**Question: SnSe₂ gap falls under both compression and expansion. Can I take deformation potentials from these numbers?**

I have gaps and energies of layered SnSe₂ for two strains, each applied equally along all three axes, from three functionals.

Bulk 1T SnSe₂ (26.30 Å³ per atom unstrained) under hydrostatic strain, given as change in length, from plane-wave PAW DFT in Ansatz 0.2.0 without spin polarisation. The unstrained cell and the atoms at each strain were relaxed with r2SCAN+rVV10. Changes and energy rises are relative to the unstrained cell; the k mesh is 6×6×4 for HSE06 and 12×12×4 for PBE and r2SCAN.

```
functional  strain (%)  band gap (eV)  band gap change (eV)  least direct gap change (eV)  gap kind  energy rise per atom (meV)
     HSE06          -1          1.213                -0.084                         0.011  indirect                         7.3
     HSE06           5          1.251                -0.086                        -0.629  indirect                        38.6
       PBE          -1          0.580                -0.049                         0.072  indirect                        12.7
       PBE           5          0.554                -0.115                        -0.578    direct                         9.8
    r2SCAN          -1          0.877                -0.039                         0.011  indirect                         8.2
    r2SCAN           5          0.880                -0.077                        -0.612    direct                        37.9
```

Three things puzzle me. In HSE06 the gap drops by almost the same amount at −1 % and at +5 %. In PBE, stretching by 5 % costs less energy than squeezing by 1 %. And I can't tell whether the gap changes depend on the functional. Is something broken, or am I misreading the columns?

**Answer**

The strained gaps are usable within the limits of each functional, but the changes should not be turned into a slope. A change is a difference from a zero, and here the zero fails in three ways: the unstrained gap is not the same in all rows, the band edge that defines the gap changes, and the unstrained crystal is not at rest in every functional.

**Two gaps for one crystal**

Subtract "band gap change" from "band gap" and you should recover the unstrained gap, which cannot depend on the strain applied later. For HSE06 the two rows give 1.213 + 0.084 = 1.297 eV and 1.251 + 0.086 = 1.337 eV. The other two functionals show the same mismatch of about 0.04 eV.

It comes from how the band edges were located. In SnSe₂ they lie away from the high-symmetry points, so a gap read only on a mesh and at a few chosen points comes out somewhat too large. The zero for −1 % includes a finer search for the edges; the zero for +5 % does not. Almost all of the difference comes from the conduction edge, since the search raised the valence edge by less than 1 meV.

With the searched zero everywhere, the drops at +5 % shrink to about 0.045 eV in HSE06, 0.075 eV in PBE and 0.037 eV in r2SCAN. A search at +5 % could only lower those strained gaps, so the true drops may be somewhat larger. The near-equality that you noticed in HSE06 is therefore an artefact, but the fall in both directions remains.

**Two different gaps under one name**

A linear deformation potential assumes that the same two states bound the gap throughout. Here they don't. In the unstrained and the compressed crystal the lowest conduction state lies near the line M–L of the Brillouin zone, and at +5 % it lies at Γ. The highest valence state is reported at a different point too, even between 0 and −1 %. In the unstrained cell the search ended beside the point it already had, so it may have stopped at a local maximum and left the zero slightly high. The sign doesn't hang on this: gaps read on the bare mesh also fall at −1 % in all three functionals, by about half as much.

PBE shows the change most clearly, because its direct gap at Γ can be followed from 0 to +5 %. That gap closes by 0.58 eV. It starts about 0.50 eV above the indirect gap, so its closing goes unseen until Γ becomes the lowest conduction state. Between the two end points only the difference, 0.58 − 0.50 = 0.08 eV, appears as a net change of the band gap. The small number in the table is what remains of a large effect, and the column "least direct gap change" is the warning sign. It is no slope either: in PBE at −1 % and in the other two functionals at +5 % it compares different k points.

The usual bonding picture suggests a reason for the directions. The lowest conduction band is expected to be an antibonding mixture of Sn 5s and Se 4p, so longer Sn–Se bonds weaken the antibonding and lower it. The valley near M–L belongs to the same band, so this alone doesn't say why Γ overtakes it; that would need orbital projections. Compression brings the Se atoms closer together and broadens the valence band made of their p orbitals, which pushes its top up. The edge shifts in the output can't tell which edge moved, because the energy zero of a periodic crystal changes with its volume. Differences of levels within one run do have meaning. In HSE06 the vertical gap at the conduction valley grows by 0.011 eV at −1 %, while the valence top rises from 0.588 to 0.683 eV above the valence level at that valley. The narrowing thus comes from a larger spread of the top valence band, as the picture expects, though the valence points compared are not the same.

If the narrowing on compression carries over to the other side, which is not assured when the valence point differs, a small expansion should first widen the indirect gap, until the Γ state takes over. The gap would then pass through a maximum between 0 and +5 %, which intermediate strains would have to confirm. The same can happen in other semiconductors where the gaps to two conduction valleys respond to strain with opposite signs. In GaAs, for example, pressure widens the gap at Γ until the valley near X, whose gap narrows, takes over.

**An energy zero that is not a minimum**

The unstrained cell and its atomic positions come from r2SCAN with a van der Waals term. PBE prefers a larger cell, so in PBE this crystal starts under compression and expansion at first releases energy. That is why the rise is 12.7 meV per atom at −1 % but only 9.8 meV at +5 %. In HSE06 and r2SCAN the rise at +5 % is about five times that at −1 %, also far below the factor of 25 for a harmonic crystal at rest. Terms linear in the strain enter there too. r2SCAN is run here without the van der Waals term and starts at 0.9 GPa; HSE06 starts near zero pressure but with forces of 0.22 eV/Å on the Se atoms. The crystal also softens as it expands: its pressure changes less per percent of strain than under compression.

A diatomic molecule such as N₂ behaves alike if its energy is counted from a bond length that is too short for the method: stretching first lowers the energy. The molecule has only one length, however, while here both the cell and the atoms inside it are borrowed.

The same runs allow a check without fitted parameters. In PBE the pressure rises from 2.9 GPa in the unstrained cell to 4.2 GPa at −1 %.

- Volume lost per atom: 26.30 Å³ × (1 − 0.99³) = 0.78 Å³
- Work at the mean pressure: 3.56 GPa × 0.78 Å³ ≈ 17 meV

This exceeds the computed rise by between 4 and 5 meV, so pressure alone doesn't account for it. The atoms can account for the rest. As the cell shrinks, the Se atoms don't simply scale with it but take new positions, again borrowed, and the PBE forces on them do work along the way. Dividing the remainder by those forces gives a shift of about 0.026 Å for each Se atom.

HSE06 supports this reading, with the caution that its stress, which enters the pressure work, carries a warning of loose convergence. Its forces on the Se atoms point the other way and its remainder has the opposite sign, yet the implied shift is 0.025 Å. r2SCAN gives 0.020 Å, the least certain of the three, because a remainder of only 0.4 meV is divided by much smaller forces. All three share one geometry, so the shifts ought to agree. The estimate is confined to −1 %, because over 5 % the pressure changes too unevenly for a simple mean.

**Does the functional matter?**

For the gap itself it matters a great deal: HSE06 lies more than 0.6 eV above PBE at both strains, and PBE is known to give gaps that are too small. For the change it matters far less in absolute terms, since the results on a common zero differ by about 0.04 eV. The common offset largely cancels. But the changes are themselves only 0.04 to 0.08 eV, so their relative uncertainty is large.

Two details should not be over-read. HSE06 gives the largest drop at −1 %, which may be real or may arise because its band edges, like those of r2SCAN, were read at points located with PBE. The valence point differs between the two cells, so an error from this source need not cancel. How much the change of point adds to the HSE06 drop can't be read from these runs, because the old point was not evaluated at −1 %. The searched point lifts the HSE06 valence edge above its mesh value by 0.025 eV more at −1 % than in the unstrained cell, but that figure also contains the coarseness of the 6×6×4 mesh. In r2SCAN, whose finer mesh has a point right beside the old one, the same difference is only 0.005 eV. On the bare meshes alone, the gap drops by 0.043 eV in HSE06 and 0.019 eV in r2SCAN, again with different meshes. And its "indirect" gap at +5 % differs from a direct one by only 4 meV, far less than spin–orbit coupling, which is left out here, can shift the Se p states.

Follow each valley separately, from one searched zero, and relax the cell and the atoms with the functional whose energies you quote. For a layered crystal that functional needs a dispersion term in both steps, since plain PBE hardly binds the layers. The printed output below lists the corrected changes and the energy check.

Output of the analysis:

```
Gap changes put on one zero:
     row  strain_percent  implied_unstrained_gap_eV  printed_change_eV  change_on_searched_zero_eV  valence_edge_shift_eV  conduction_edge_shift_eV
   HSE06              -1                      1.297             -0.084                      -0.084                 0.5037                      0.42
   HSE06               5                      1.337             -0.086                    -0.04527                 -1.982                    -2.027
     PBE              -1                      0.629             -0.049                      -0.049                 0.4666                    0.4174
     PBE               5                      0.669             -0.115                    -0.07527                 -1.928                    -2.003
  r2SCAN              -1                      0.916             -0.039                      -0.039                 0.4663                    0.4274
  r2SCAN               5                      0.957             -0.077                    -0.03672                 -1.937                    -1.973
Spread of the gap over functionals at -1 % in eV: 0.633
Spread of the gap over functionals at +5 % in eV: 0.697
Spread of the gap change over functionals at -1 % in eV: 0.045
Spread of the gap change on the searched zero at +5 % in eV: 0.03855
Closing of the PBE gap at Gamma from 0 to +5 % in eV: 0.5784
HSE06 valence edge above Gamma at +5 % in meV: 4.339
HSE06 energy rise at +5 % over that at -1 % (harmonic value 25): 5.288
PBE energy rise at +5 % over that at -1 % (harmonic value 25): 0.7717
r2SCAN energy rise at +5 % over that at -1 % (harmonic value 25): 4.622
Pressure work at -1 % in meV per atom: HSE06 3.683, PBE 17.33, r2SCAN 7.78
Energy rise less pressure work at -1 % in meV per atom: HSE06 3.617, PBE -4.633, r2SCAN 0.4199
Implied Se shift beyond uniform scaling at -1 % in angstrom: HSE06 0.02459, PBE 0.02601, r2SCAN 0.01977
```
